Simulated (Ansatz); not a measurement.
# A series in volume scale on Nb

Results calculated with Ansatz 0.2.0, not measured. Plane-wave DFT, scalar-relativistic PAW made under PBE with cores redone for the functional, no dispersion; the given relaxed cell is scaled uniformly, energy at zero smearing counts from the unscaled cell, pressure at the given Fermi-Dirac smearing is positive in compression.

The cell before it is scaled or strained (space group Fm-3m, No. 225):
```
Nb
1.0
      0.0000     2.1073     2.1073
      2.1073     0.0000     2.1073
      2.1073     2.1073     0.0000
Nb
1
Direct
  0.00000 0.00000 0.00000
```

Settings of every row: spin polarised no; functional r2SCAN; wave cutoff 500 eV; smearing width 0.1 eV; k mesh 14x14x14.

Atom starting moment: 0 on all atoms.

Limits: the cell comes from a prototype or a list of computed structures and needn't be the stable phase.

| row | volume scale | V (Å³/atom) | pressure (GPa) | energy change per atom (meV) |
| --- | --- | --- | --- | --- |
| 1 | 0.88 | 16.47 | 26.44 | 165.64 |
| 2 | 0.92 | 17.219 | 15.92 | 68.38 |
| 3 | 0.96 | 17.967 | 7.18 | 15.61 |
| 4 | 1.04 | 19.464 | -6.24 | 15.62 |
| 5 | 1.08 | 20.213 | -11.34 | 57.47 |
| 6 | 1.12 | 20.962 | ? | ? |

Question: what pressure and energy change per atom should row 6 give?

Worked fit of pressure. Take u = (V_r/V)^(2/3) − 1 with V_r = 17.967 Å³ an atom, which is twice the finite (Eulerian) strain; such expansions in the strain, on which the Birch-Murnaghan equation of state is built, carry the rest volume and the bulk modulus. The shown rows have u = 0.05971, 0.02875, 0, -0.05195, -0.07552. Least squares give pressure = 7.176 + 288.29 × u + 572.6 × u² GPa; a straight line predicts inner rows, each left out in turn, worse (root mean square 1.2 against 0.022 GPa). The rows lie off it by 0.01, -0.02, 0.00, 0.02, -0.01. The pressure vanishes at u = -0.0263, or V = 18.7 Å³ an atom, and there the bulk modulus at fixed shape and fractions is B = −V dP/dV = (2/3)(1 + u) dP/du = 168 GPa. The withheld row has u = -0.09768, so the fit gives 7.176 + 288.29 × (-0.09768) + 572.6 × (-0.09768)² = -15.52 GPa.

The calculation gave -15.58 GPa. The fit lies 0.06 GPa (0.14 % of the column's range) above it; its largest miss of a shown row is 0.02 GPa. This row lies beyond the range of the fit.

Worked fit of energy change per atom. Take u = (V_r/V)^(2/3) − 1 with V_r = 17.967 Å³ an atom, which is twice the finite (Eulerian) strain; such expansions in the strain, on which the Birch-Murnaghan equation of state is built, carry the rest volume and the bulk modulus. The shown rows have u = 0.05971, 0.02875, 0, -0.05195, -0.07552. Least squares give energy change per atom = 15.603 + 1164.09 × u + 22676.1 × u² meV; a straight line predicts inner rows, each left out in turn, worse (root mean square 47 against 0.85 meV). The rows lie off it by -0.32, 0.57, 0.01, -0.71, 0.45 (root mean square 0.48 meV). The withheld row has u = -0.09768, so the fit gives 15.603 + 1164.09 × (-0.09768) + 22676.1 × (-0.09768)² = 118.26 meV.

The calculation gave 121.23 meV. The fit lies 2.97 meV (2.4 % of the value, 2 % of the column's range) below it; its largest miss of a shown row is 0.71 meV. This row lies beyond the range of the fit.
